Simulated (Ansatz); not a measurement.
Abstraction of F: C2H2FN + C3H4B → C2H2N + C3H4BF

Species: C2H2FN (fluoroacetonitrile) `N#CCF`, singlet; C3H4B `C#C[B]C`, doublet; C2H2N `[CH2]C#N`, doublet; C3H4BF `C#CB(C)F`, singlet. A radical takes F: the energy is the difference in strength between the C–F bond broken and the B–F bond made.

Shapes, held fixed at every level: PBE0-D4/def2-TZVP. Programs: Ansatz 0.2.0. The zero-point and thermal change to 298 K, harmonic and unscaled (PBE0-D4/def2-TZVP), is -3.2 kJ/mol.

Question: Estimate ΔH(298 K) of this reaction.

Answer: B2PLYP/def2-TZVPP gives ΔH(298 K) = -274.0 kJ/mol; the levels span -301.8 to -257.1. The median of the levels is -274.0. No measured value is set beside it here. Spin contamination: C3H4B (⟨S²⟩ up to 0.91), C2H2N (⟨S²⟩ up to 0.93). Open shells run unrestricted unless RO is named.

| level | kind | ΔH(298 K) (kJ/mol) |
| --- | --- | --- |
| HF/def2-SVP | Hartree–Fock | -301.8 |
| HF/def2-TZVPP | Hartree–Fock | -298.8 |
| PBE-D4/def2-TZVPP | GGA | -257.1 |
| B3LYP-D4/def2-TZVPP | global hybrid | -272.6 |
| PBE0-D4/def2-TZVPP | global hybrid | -266.0 |
| r2SCAN0-D4/def2-TZVPP | global hybrid | -278.5 |
| B2PLYP/def2-TZVPP | double hybrid | -274.0 |

Fluorine transfer from carbon to boron is strongly exothermic at every level, so the direction of the enthalpy change is secure, while its size remains dependent on the method. The main cause is the strength of the new B–F bond. Boron is more electropositive than carbon, which makes the bond highly polar, and a fluorine lone pair can donate into the formally empty boron p orbital, an interaction not available at the saturated carbon of fluoroacetonitrile. The bond being broken is also weakened by the stability of the radical left behind, since the unpaired electron in cyanomethyl is delocalised onto the nitrile nitrogen.

Hartree–Fock gives the most exothermic values and PBE-D4 the least, probably reflecting different treatments of exchange and correlation as a C–F bond is exchanged for a B–F bond. The change of basis within Hartree–Fock matters far less than the choice of method. The strong driving force does not establish a low barrier or fast abstraction.
